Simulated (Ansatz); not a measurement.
SrCd: pressure and energy less free atoms against volume scale

All results are calculated (Ansatz 0.2.0). Periodic Kohn-Sham DFT of a crystal at fixed atoms, scaled to volume_scale times the given cell; pressure positive in compression, energy less spherical unpolarised free atoms, largest_vzz the field gradient of largest size among the nuclei.

The cell before it is scaled or strained (space group Pm-3m, No. 221):
```
cell vectors (Å)
   4.0030     0.0000     0.0000
   0.0000     4.0030     0.0000
   0.0000     0.0000     4.0030
atoms (fractions of the cell vectors)
Sr  0.50000  0.50000  0.50000
Cd  0.00000  0.00000  0.00000
```

Settings of every row: method all-electron LAPW; functional LDA; relativity scalar; k mesh 10x10x10; filling fermi-dirac; smearing width 0.08 eV; basis error target 0.5 meV/atom; nucleus gaussian.

Atom start moment: 0 on all atoms.

```
row  volume scale  V (Å³/atom)  pressure (GPa)  energy less free atoms (eV/atom)
  1          0.94       30.148               ?                                 ?
  2          0.96       30.789           -1.02                           -2.0536
  3          0.98       31.431          -1.567                           -2.0484
  4          0.99       31.751          -1.818                            -2.045
  5             1       32.072          -2.055                           -2.0411
  6          1.01       32.393          -2.279                           -2.0368
  7          1.02       32.713           -2.49                            -2.032
  8          1.04       33.355          -2.877                           -2.0212
  9          1.06       33.996          -3.222                            -2.009
```

Question: what pressure and energy less free atoms should row 1 give?

Worked fit of pressure. Take u = (V_r/V)^(2/3) − 1 with V_r = 32.233 Å³ an atom, which is twice the finite (Eulerian) strain; such expansions in the strain, on which the Birch-Murnaghan equation of state is built, carry the rest volume and the bulk modulus. The shown rows have u = 0.03103, 0.01694, 0.01009, 0.00334, -0.0033, -0.00981, -0.02255, -0.03488. Least squares give pressure = −2.1688 + 33.726 × u + 103.97 × u² + 76 × u³ GPa; a parabola predicts inner rows, each left out in turn, worse (root mean square 0.00074 against 0.00038 GPa). All shown rows lie on it to the printed digit. The withheld row has u = 0.04559, so the fit gives −2.1688 + 33.726 × (0.04559) + 103.97 × (0.04559)² + 76 × (0.04559)³ = -0.408 GPa.

The calculation gave -0.406 GPa. The fit lies 0.002 GPa (0.071 % of the column's range) below it; its largest miss of a shown row is 0.000 GPa. This row lies beyond the range of the fit.

Worked fit of energy less free atoms. Take u = (V_r/V)^(2/3) − 1 with V_r = 32.233 Å³ an atom, which is twice the finite (Eulerian) strain; such expansions in the strain, on which the Birch-Murnaghan equation of state is built, carry the rest volume and the bulk modulus. The shown rows have u = 0.03103, 0.01694, 0.01009, 0.00334, -0.0033, -0.00981, -0.02255, -0.03488. Least squares give energy less free atoms = −2.039 − 0.6544 × u + 5.91 × u² eV/atom; a straight line predicts inner rows, each left out in turn, worse (root mean square 0.0019 against 2.7e-05 eV/atom). All shown rows lie on it to the printed digit. The withheld row has u = 0.04559, so the fit gives −2.039 − 0.6544 × (0.04559) + 5.91 × (0.04559)² = -2.0566 eV/atom.

The calculation gave -2.0565 eV/atom. The fit lies 0.0001 eV/atom (0.21 % of the column's range) below it, one unit of the last digit. This row lies beyond the range of the fit.
